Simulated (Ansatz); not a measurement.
Abstraction of Br: GeH(CH3)2Br + C2H2F → GeH(CH3)2 + C2H2BrF

Species: GeH(CH3)2Br, singlet; C2H2F `C=[C]F`, doublet; GeH(CH3)2, doublet; C2H2BrF `C=C(F)Br`, singlet. A radical takes Br: the energy is the difference in strength between the Ge–Br bond broken and the C–Br bond made.

Shapes, held fixed at every level: PBE0-D4/def2-TZVP. Programs: Ansatz 0.2.0. Electronic energies: no zero-point or thermal term.

Estimate ΔE of this reaction.

B2PLYP/def2-TZVPP gives ΔE = +40.3 kJ/mol; the levels span +29.5 to +90.4. The median of the levels is +40.5. No measured value is set beside it here. Spin contamination: C2H2F (⟨S²⟩ up to 0.93). Open shells run unrestricted unless RO is named. Relativity is left out for Br, Ge unless named. Correlated rows may include outer-core shells of Br, Ge, which these sets cover unevenly. Times are processor times on shared x86 and Arm servers, and rough.

```json
{"level": "HF/def2-TZVPP", "kind": "Hartree–Fock", "ΔE (kJ/mol)": "+90.4", "CPU time (sum over the molecules)": "–"}
{"level": "PBE-D4/def2-TZVPP", "kind": "GGA", "ΔE (kJ/mol)": "+29.5", "CPU time (sum over the molecules)": "29 s"}
{"level": "r2SCAN-D4/def2-TZVPP", "kind": "meta-GGA", "ΔE (kJ/mol)": "+46.1", "CPU time (sum over the molecules)": "55 s"}
{"level": "B3LYP-D4/def2-TZVPP", "kind": "global hybrid", "ΔE (kJ/mol)": "+40.5", "CPU time (sum over the molecules)": "51 s"}
{"level": "PBE0-D4/def2-TZVPP", "kind": "global hybrid", "ΔE (kJ/mol)": "+39.7", "CPU time (sum over the molecules)": "37 s"}
{"level": "wB97X-V/def2-TZVPP", "kind": "range-separated hybrid", "ΔE (kJ/mol)": "+44.8", "CPU time (sum over the molecules)": "91 s"}
{"level": "B2PLYP/def2-TZVPP", "kind": "double hybrid", "ΔE (kJ/mol)": "+40.3", "CPU time (sum over the molecules)": "68 s"}
```

Bromine transfer from germanium to the fluorovinyl radical is uphill at every level, so the Ge–Br bond broken is stronger than the C–Br bond made. The main reason is bond polarity: germanium is markedly more electropositive than carbon, and its bond to bromine gains a large ionic contribution that the more covalent C–Br bond lacks. The sp2 character of the vinyl carbon strengthens the new bond, but not enough to make up the difference.

The density functionals agree on a moderate endothermicity, from +29.5 to +46.1 kJ/mol. Hartree–Fock stands far above them at +90.4, probably because missing correlation weakens the covalent C–Br bond more than the polar Ge–Br bond. Exact exchange alone does not order the results: PBE0 lies above PBE, yet r2SCAN, which has none, lies above both.

In reverse, the germyl radical would take bromine from the bromoalkene energetically downhill, in keeping with the known halophilicity of such radicals. How fast either direction runs depends on a barrier that these reaction energies do not give.
